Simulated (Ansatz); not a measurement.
**Calibrating B3LYP-D4/def2-TZVPP on S-containing radicals**

The atomisation energy (no zero-point term) in kJ/mol of 6 S-containing radicals: x at B3LYP-D4/def2-TZVPP, y at CCSD(T)/CBS estimate. Shapes, held fixed at every level: PBE0-D4/def2-TZVP. Flexible molecules stand in one conformer, not always the lowest. Programs: Ansatz 0.2.0.

```
                       molecule  x (kJ/mol)  y (kJ/mol)
       C2H5S2 (SMILES [CH2]SSC)        3063        3051
    C2H5OS (SMILES [CH2]S(C)=O)        3130        3123
CH7SSi2 (SMILES C[SiH2]S[SiH2])        3528           ?
                B(CH2)(CH3)(SH)        3724        3693
                   Si(CH3)2(SH)        3861        3856
        C3H7S (SMILES CC(C)[S])        4079        4070
```

**Question.** Fit y = c + s·x to the known rows and predict y for CH7SSi2.

**Answer.** 
1. Means of the 5 rows: x = 3571.40, y = 3558.6.
2. Σ(Δx)² = 818117, Σ(Δx·Δy) = 816561, so the slope is 816561/818117 = 0.9981.
3. Intercept: 3558.6 − (0.9981) × 3571.40 = -6.0. The largest residual of the fit is 18.
4. CH7SSi2: -6.0 + 0.9981 × 3528 = 3515 kJ/mol.

CCSD(T)/CBS estimate gives 3530 kJ/mol, so the prediction is off by -15 kJ/mol, within the largest residual. Uncorrected, B3LYP-D4/def2-TZVPP misses CH7SSi2 by -2 kJ/mol, and the other rows by 13 on average. The line makes this one worse. Left out in turn, the other rows are missed by 11 kJ/mol on average, hardly better than no correction. Open shells run unrestricted. The CBS estimate extrapolates MP2 from def2-TZVPP and def2-QZVPP and adds CCSD(T) − MP2 in the triple-zeta set, cores frozen.

The near-unit slope shows mainly that both methods count the same bonds. C3H7S, Si(CH3)2(SH) and CH7SSi2 have equally many atoms, yet their atomisation energies fall in that order as strong C–H and C–C bonds give way to weaker ones, notably Si–H. What a correction must capture is the small remainder, and this doesn't follow the total energy. B3LYP overbinds all five fitted radicals, but by only 5 kJ/mol in Si(CH3)2(SH) and by 31 in the boron compound, so the line amounts to a nearly constant downward shift. CH7SSi2, already slightly underbound, needs the opposite.

The boron radical is electronically distinct: the empty p orbital on boron can accept density from both the CH2 radical centre and the sulfur lone pair. An uneven description of that delocalisation, or of the free boron atom, may account for its large deviation. A correction by bond type would probably suit these molecules better than one by total energy, though a single boron compound cannot establish its boron term.
